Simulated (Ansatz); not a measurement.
**Abstraction of H: SbH(CH3)2 + C2H2I → SbH(CH2)(CH3) + C2H3I**

Species: SbH(CH3)2, singlet; C2H2I `[H]/[C]=C\I`, doublet; SbH(CH2)(CH3), doublet; C2H3I (vinyl iodide) `C=CI`, singlet. A radical takes H: the energy is the difference in strength between two C–H bonds in different surroundings.

Shapes, held fixed at every level: PBE0-D4/def2-TZVP. Flexible molecules stand in one conformer, not always the lowest. Programs: Ansatz 0.2.0. The zero-point and thermal change to 298 K, harmonic and unscaled (PBE0-D4/def2-TZVP), is -0.1 kJ/mol.

Problem. Estimate ΔH(298 K) of this reaction.

Solution. B2PLYP/def2-TZVPP gives ΔH(298 K) = -23.9 kJ/mol; the levels span -26.6 to -17.4. The median of the levels is -23.9. No measured value is set beside it here. Spin contamination: C2H2I (⟨S²⟩ up to 0.98). Open shells run unrestricted. For atoms past krypton def2 sets carry core potentials with scalar relativity. Outer-core shells of I, Sb are correlated, in sets that cover them unevenly.

```tsv
level	kind	ΔH(298 K) (kJ/mol)
HF/def2-SVP	Hartree–Fock	-22.6
HF/def2-TZVPP	Hartree–Fock	-25.1
PBE-D4/def2-TZVPP	GGA	-17.4
r2SCAN0-D4/def2-TZVPP	global hybrid	-24.5
wB97M-V/def2-TZVPP	range-separated hybrid	-23.7
wB97X-V/def2-TZVPP	range-separated hybrid	-26.6
B2PLYP/def2-TZVPP	double hybrid	-23.9
```

Every level makes the hydrogen transfer exothermic, so the C–H bond formed in vinyl iodide is stronger than the methyl C–H bond broken in the stibine. The main reason is hybridisation. The 2-iodovinyl radical holds its unpaired electron in a σ orbital with considerable s character, largely outside the π system, and capping it gives a strong sp² C–H bond. The methyl group gives up a weaker sp³ C–H bond, and the resulting carbon radical can flatten and place its spin in a p-like orbital. Overlap with the antimony lone pair or the Sb–C and Sb–H antibonding orbitals probably adds some stabilisation, though the reaction energy alone does not separate this from the hybridisation effect.

PBE-D4 gives the weakest driving force, -17.4 kJ/mol, perhaps because it over-stabilises spin delocalised into the C–I bond of the reactant radical. The exothermicity does not make the methyl group the preferred site of attack: the Sb–H bond is ordinarily much weaker than a C–H bond, and abstraction there should be thermodynamically more favourable.
